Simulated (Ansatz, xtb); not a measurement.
## Ligand exchange: C3H10Si + GaH(CH3)(NH2) → C2H9NSi + GaH(CH3)2

Gas-phase species: C3H10Si `CC[SiH2]C`, singlet; GaH(CH3)(NH2), singlet; C2H9NSi `CC[SiH2]N`, singlet; GaH(CH3)2, singlet. The partners trade CH3 for NH2: Si–CH3 and Ga–NH2 bonds give way to Si–NH2 and Ga–CH3.

Shapes, held fixed at every level: PBE0-D4/def2-TZVP. Flexible molecules stand in one conformer, not always the lowest. Programs: Ansatz 0.2.0, xtb 6.7.1. Electronic energies: no zero-point or thermal term.

Q: Estimate ΔE of this reaction.

A: The highest level, CCSD(T)/def2-TZVPP, gives ΔE = +19.0 kJ/mol; the levels span -54.5 to +32.6. They disagree on the sign: 8 of 9 are positive. GFN1-xTB strays far from the other rows. The column of differences is taken from that level and isn't an error. No measured value is set beside it here. Relativity is left out for Ga. Outer-core shells of Ga are correlated, in sets that cover them unevenly.

```
               level                    kind  ΔE (kJ/mol)  less CCSD(T)/def2-TZVPP
            GFN1-xTB          semi-empirical        -54.5                    -73.5
       HF/def2-TZVPP            Hartree–Fock        +11.2                     -7.8
    SPW92/def2-TZVPP                     LDA        +23.1                     +4.1
r2SCAN-D4/def2-TZVPP                meta-GGA        +20.1                     +1.1
  wB97M-V/def2-TZVPP  range-separated hybrid        +16.1                     -2.9
        MP2/def2-SVP     perturbation theory        +30.9                    +11.9
    CCSD(T)/def2-SVP   coupled cluster or CI        +32.6                    +13.6
       CCSD/def2-SVP   coupled cluster or CI        +30.5                    +11.5
  CCSD(T)/def2-TZVPP   coupled cluster or CI        +19.0                      0.0
```

The exchange is modestly uphill: relative to methyl, the amido group favours gallium over silicon. Both elements form polar bonds to nitrogen, so the preference reflects a difference between two metal–ligand balances rather than a weak Si–N bond. The likely source is the formally empty 4p orbital of three-coordinate gallium, which can accept density from the nitrogen lone pair. Four-coordinate silicon offers only σ* orbitals for such donation, and methyl has no lone pair to give to either centre.

Hartree–Fock already yields the positive sign, so the preference doesn't depend on electron correlation, though correlation strengthens it in the larger basis. In def2-SVP, MP2, CCSD and CCSD(T) lie close together, whereas enlarging the basis lowers the CCSD(T) value from +32.6 to +19.0 kJ/mol. The basis thus matters far more here than the triples correction. The reversed sign from GFN1-xTB probably reflects an imbalance in its parametrised Ga–N and Si–N bonding. The direction is well supported, but convergence of its size beyond the triple-zeta basis isn't shown.
